Zinc-blende ZnS resists squeezing more strongly than stretching, and in this calculation it settles at a smaller volume than that of the given cell. The lopsidedness comes from the bonds, which stiffen quickly as they shorten. The position of the minimum owes much to the dispersion correction D3, which pulls the crystal inward with an almost constant pressure.

Zinc-blende ZnS at uniformly scaled volumes, computed with GPAW 26.7.0 using TPSS with D3 dispersion, PAW data sets (gpaw-data 1.2.1), a 600 eV plane-wave cutoff, a 7×7×7 k mesh and Fermi-Dirac smearing of 0.05 eV, without spin polarisation or spin-orbit coupling. Energies are counted from the minimum of the fitted equation of state.

```csv
volume (Å³/atom),energy (meV/atom),pressure (GPa)
18.54,7.20,3.320
18.94,1.34,1.330
19.33,0.10,-0.450
19.73,3.00,-2.040
20.12,9.61,-3.460
20.52,19.53,-4.720
20.91,32.38,-5.840
```

**How energy and pressure fit together**

Each row is the same crystal, scaled uniformly. Symmetry fixes the atomic positions within the cell, so a change of volume changes every bond length by the same fraction. The energy $E$ is counted from the minimum of a smooth curve through the seven energies, and $V$ is the volume per atom. A positive pressure $P$ means that the crystal pushes outward, a negative one that it would shrink if released.

The two results are linked by $P=-\mathrm{d}E/\mathrm{d}V$: pressure measures how steeply the energy changes, not how high it is. This explains the row at 19.33 Å³, which has the lowest energy of the seven and yet a pressure of −0.45 GPa. The bottom of the well lies slightly below that volume, at 19.25 Å³, between two rows. The row is therefore already a little stretched, and nothing about it is irregular.

The printed pressures cross zero at 19.23 Å³, almost the same place. On average they lie 0.06 GPa below the pressures obtained from the energy differences. A finite set of plane waves is a likely source of such an offset, though this was not tested. It is far too small to alter the picture.

**Why the well is lopsided**

Two tendencies compete in the crystal. Covalent bonding and the attraction between positively charged zinc and negatively charged sulfur draw the atoms together. When the atoms come too close, their filled shells overlap and the squeezed electrons gain kinetic energy, which drives the atoms apart. Theory says that this repulsion changes much faster with distance than the attraction does.

At the minimum the two forces cancel, but their rates of change do not. The steep repulsion supplies the stiffness, and the attraction takes part of it away. A slight stretch weakens the repulsion a great deal and the attraction only a little. What remains, the net stiffness, therefore drops quickly.

The pressure column shows the softening itself, though not the two forces behind it. The volume steps are equal, yet the first lowers the pressure by 1.99 GPa and the last by only 1.12 GPa, with a steady decline in between. In terms of the bulk modulus, $B=-V\,\mathrm{d}P/\mathrm{d}V$, the crystal softens from about 95 GPa in the first step to 59 GPa in the last. Over the same range the bond length grows by only 3.4 %.

The modulus thus falls roughly as the fourteenth power of the bond length. That steep law belongs to one crystal being squeezed or stretched away from its balance point. It should not be carried over to a series of different compounds, each at its own balance point, where the modulus is known to fall much more gently with bond length.

**What constant stiffness would give**

The simplest model treats the crystal as a spring whose stiffness never changes. Its pressure then falls in a straight line through zero at the equilibrium volume $V_0$, and adding up the work done against that pressure gives a parabola:

$$E=\frac{B_0\,(V-V_0)^2}{2V_0}.$$

Here $B_0$ is the bulk modulus at the minimum. The values $V_0=19.25$ Å³ and $B_0=84$ GPa come from the equation of state fitted to these same seven energies. The comparison is therefore no independent test; it shows where the idea of a constant spring breaks down.

Take the most stretched row, at 20.91 Å³. It lies 1.66 Å³ above the minimum, and 84 GPa is about 0.52 eV/Å³. The parabola then gives $0.52\times1.66^2/(2\times19.25)$ eV, or about 37 meV; with unrounded input it is 38 meV. The table has 32 meV, so the constant spring overestimates the cost of this stretch by about 16 % of the table's value.

On the most compressed row the error is reversed: the parabola gives 6.7 meV where the table has 7.2 meV. Close to the minimum, at 18.94 and 19.33 Å³, it is good to within 0.1 meV. For small changes of volume a single modulus is thus enough. For changes of several per cent, the softening has to be included.

**Why the minimum lies where it does**

The minimum is 2.4 % below the volume of the given cell, which is close to the measured one. D3 adds an attraction between all pairs of atoms, and in these runs its energy becomes more negative with every compression. It therefore favours a smaller crystal. Because D3 depends only on where the atoms are and leaves the electron density alone, it can be subtracted exactly at each volume.

One ambiguity affects the size of this pull. The D3 energy is reported in eV and the total energy in eV per atom, so the D3 value most probably refers to the whole two-atom cell. On that reading D3 acts like an external pressure of 3.5 to 3.8 GPa. After its removal the lowest row is the one at 20.12 Å³, and the given volume lies 2.4 meV higher.

The same result can be read from the pressure column. Without D3 the crystal would rest where the total pressure now equals the D3 pull, about −3.6 GPa. The table passes this value shortly after 20.12 Å³, at roughly 20.2 Å³. On this reading D3 shrinks the crystal by about 5 %, carrying the minimum from above the given volume to below it.

If the D3 energy were instead meant per atom, the pull would be twice as strong. The energy without D3 would then still be falling at the largest volume of the scan. The direction of the shift is the same on both readings; only its size is open. The lattice is also static here, and zero-point motion and thermal expansion would move the minimum back towards larger volumes.

**Why D3 shifts the well but hardly bends it**

A bare attraction that falls with the sixth power of distance would vary as the inverse square of the volume. The D3 energy varies more weakly, with an average power of about 1.2. Damping is a natural explanation: D3 deliberately weakens its attraction at short range, where the density functional already describes the bonding. Its coefficients also shrink as an atom becomes more crowded, and the two effects were not separated here.

The consequence is clear in the numbers. Between the first and last steps the D3 pull changes by less than 0.3 GPa, or less than 0.6 GPa if the energy is per atom. The total pressure changes by 7.6 GPa over the same range, from 2.4 to −5.2 GPa. In terms of the modulus, D3 takes away only about 2 GPa at the compressed end and 4 GPa at the stretched end, or twice that on the per-atom reading, while the modulus as a whole falls by about 36 GPa. The softening therefore belongs largely to the bonds, and D3 acts mainly as a steady squeeze.

That squeeze still affects the modulus indirectly. Near 20.2 Å³, where the crystal would rest without D3 on the more probable reading, the local modulus lies between 65 and 72 GPa, compared with 84 GPa at the actual minimum. D3 makes the crystal stiffer only by holding it at shorter bonds: its pull weakens as the volume grows, so its direct share of the modulus is slightly negative. An error in the equilibrium volume thus carries over into the modulus, strongly enough that the two should be judged together.

The printed analysis below gives the steps, the parabola and both readings of the D3 energy. For a similar solid, the shift can be estimated by dividing the dispersion pressure by the bulk modulus: here 3.6 GPa over about 75 GPa, the average modulus between the two resting points, again gives about 5 %. A single energy of one of these cells without D3 would settle which reading is right, because its difference from the energy with D3 is the D3 energy itself.

Printed output of the fit:

```
Steps from the row before:
    row  pressure step GPa  pressure from energy slope GPa  mean printed pressure GPa  middle bond length A  local bulk modulus GPa
  18.94              -1.99                            2.38                      2.325                   2.3                   94.53
  19.33              -1.78                          0.5036                       0.44                 2.316                   86.33
  19.73              -1.59                          -1.178                     -1.245                 2.332                   78.71
  20.12              -1.42                          -2.684                      -2.75                 2.348                   71.71
  20.52              -1.26                          -4.028                      -4.09                 2.363                   64.89
  20.91              -1.12                          -5.218                      -5.28                 2.378                    58.8
Energies in meV per atom and D3 pull:
    row  parabola  table less parabola  without D3 if per cell  without D3 if per atom  D3 pressure if per cell GPa
  18.54     6.723               0.4772                   34.33                   83.34                          n/a
  18.94     1.293               0.0468                   19.13                    58.8                       -3.793
  19.33    0.1014            -0.001417                   8.635                   39.05                       -3.758
  19.73     3.147              -0.1475                   2.395                   23.67                       -3.712
  20.12     10.43              -0.8213                       0                   12.27                       -3.657
  20.52     21.95               -2.423                    1.07                    4.49                       -3.594
  20.91     37.71               -5.333                    5.25                       0                       -3.521
Minimum of the fit against the given volume, percent: -2.438
Volume where the printed pressure crosses zero, A^3 per atom: 19.23
Shortest bond in the scan, A: 2.292
Longest bond in the scan, A: 2.386
Growth of the middle bond length from first to last step, percent: 3.392
Fall of the local bulk modulus from first to last step, percent: 37.79
Inverse power of the bond length in the local modulus: 14.23
Inverse power of the volume in the D3 energy: 1.224
Lowest row without D3 if per cell, A^3 per atom: 20.12
Lowest row without D3 if per atom, A^3 per atom: 20.91
Mean excess of energy-slope pressure over printed pressure, GPa: 0.06243
```
